In these calculations at fixed volume, tungsten in the body-centred cubic (bcc) structure lies almost half an electronvolt per atom below the face-centred cubic (fcc) one, about 17 times the thermal energy kT at room temperature. A stretch or squeeze along one cube axis turns one structure into the other. The axial ratio x is the length along that axis relative to the lengths across it, set to 1 for fcc; x = 0.707 is bcc and the other rows are tetragonal. The energy change E is counted from fcc, and a negative pressure P means tension. The volume was not relaxed, and the mean pressure is negative in every known row, so the energies are those of a crystal held at too large a volume.

Tungsten is deformed tetragonally along [001] from unrelaxed fcc (a = 4.060 Å) at a fixed 16.73 Å³ per atom, using Ansatz 0.2.0 (plane-wave PAW, scalar-relativistic LDA, no spin polarisation). The cutoff is 420 eV, the k mesh 22×22×22 and the Gaussian smearing 0.15 eV. Energies are free energies relative to fcc, and pressure is positive in compression.

```
axial ratio (over its starting value)  energy change (meV/atom)  pressure (GPa)
                                0.707                    -447.9          -23.14
                                 0.78                    -364.4          -21.96
                                 0.85                    -205.2          -19.72
                                 0.92                     -65.8          -18.17
                                    1                       0.0          -17.95
                                  1.1                     -57.0          -17.84
                                  1.2                     -99.9          -16.96
                                  1.3                         ?               ?
                                1.414                     127.4           -9.03
```

(a) Why must the energy curve be flat at bcc and at fcc, and why must it have a second minimum beyond fcc?

Solution. In a cubic crystal the three axes are equivalent, so a small stretch along any of them changes the energy equally. At fixed volume, equal small stretches along all three cancel to first order and leave the crystal as it was. Three equal first-order energy changes therefore add up to zero, and each must itself be zero.

Symmetry fixes the flat points but not whether they are peaks or valleys. The table shows that fcc is a peak along this path, since the energy falls on both sides of it. It reaches −99.9 meV per atom at x = 1.2, yet stands at +127.4 meV at x = 1.414. A smooth curve that leaves a peak downwards and later rises above it must pass through a minimum.

The deep valley at bcc is standard transition-metal physics: tungsten's d electrons fill the bonding states, and in bcc the Fermi level falls where few states lie. The climb at large elongation probably owes much to crowding. Each atom's four neighbours in the plane across the axis move in from 2.87 Å in fcc to 2.56 Å at x = 1.414, while the other eight move out to 3.13 Å. The energies alone do not separate the in-plane repulsion from the cost of stretching the other contacts, or from changes in the d bands.

(b) Predict the energy change and the pressure at x = 1.3.

Solution. A straight line in ln x between the rows at 1.2 and 1.414 gives +11 meV per atom at 1.3. A curve climbing out of a minimum bends upwards and should lie below that line. To estimate how far below, we use a scale on which bcc is −1 and fcc is 0, and build in the two flat points:

u = 2 ln x / ln 2

dE/du = u(u + 1)(a + bu + cu² + du³)

Integrating from fcc gives

E = a(u²/2 + u³/3) + b(u³/3 + u⁴/4) + c(u⁴/4 + u⁵/5) + d(u⁵/5 + u⁶/6)

A least-squares fit to the eight known rows gives, in meV per atom,

a = −1871, b = 3582, c = 1420, d = −2841

The row at 1.3 took no part in the fit. There u = 0.757, and the four terms give

E = −807 + 812 + 187 − 230 = −38 meV per atom

The forecast is −38 ± 35 meV per atom: below fcc, but above the row at 1.2. The fit misses the known energies by only 4 meV (root mean square), but large terms nearly cancel and the gap before 1.414 is wide. The range is therefore a judgement, not a statistical limit. A local curve, with E/u² quadratic in u through the three known elongated rows, gives −47 meV.

Pressure is minus the volume derivative of the energy at fixed shape, so it follows the same form plus a constant. Fitted to the same eight rows, it gives −13.9 ± 1.2 GPa at 1.3, still tension and between its neighbours. This forecasts the calculation, not a measurement: the PAW datasets were made for a different functional, and the effect of that mismatch was not tested.

(c) How do the forecasts compare with the computed values, and what does the new row add?

The withheld rows as computed:

```
axial ratio (over its starting value)  energy change (meV/atom)  pressure (GPa)
                                  1.3                     -60.1          -14.68
```

Solution. Both values fall within their ranges, and the predicted ordering holds. The energy is −60.1 meV per atom, so the forecast was 22 meV too high. The pressure is −14.7 GPa, and that forecast was too high by 0.8 GPa.

The energy miss shows that the climb starts more gently and then steepens more than the fitted curve allowed. From 1.2 to 1.3 the energy rises by 99.9 − 60.1 = 39.8 meV; from 1.3 to 1.414 it rises by 127.4 + 60.1 = 187.5 meV. The local curve came closer but was also too high. The stresses from the same runs show that crowding is only part of the story. At fixed volume, the slope of the energy against ln x is proportional to the outward push across the axis plus the tension along it. From x = 1.3 to 1.414 the stress across the axis turns from a tension of 8.7 GPa into a push of 6.4 GPa, while the tension along the axis grows by about half. The two changes add similar amounts to the slope. This fits repulsion between the in-plane neighbours together with resistance from the stretched contacts between planes; the d bands may play a part in both.

With the new row, the energies place the second minimum between 1.1 and 1.3, and the stresses place it just beyond 1.2. At 1.2 the tension across the axis still slightly exceeds the tension along it, so the energy is still falling gently; by 1.3 it is clearly rising. The fit had put the minimum near 1.20. At x = 1.2 the crystal is 447.9 − 99.9 = 348 meV per atom above bcc. A valley on this path is not enough to establish a second stable phase. The scan tests only one kind of distortion at one fixed volume, and another shear might still lead downhill.
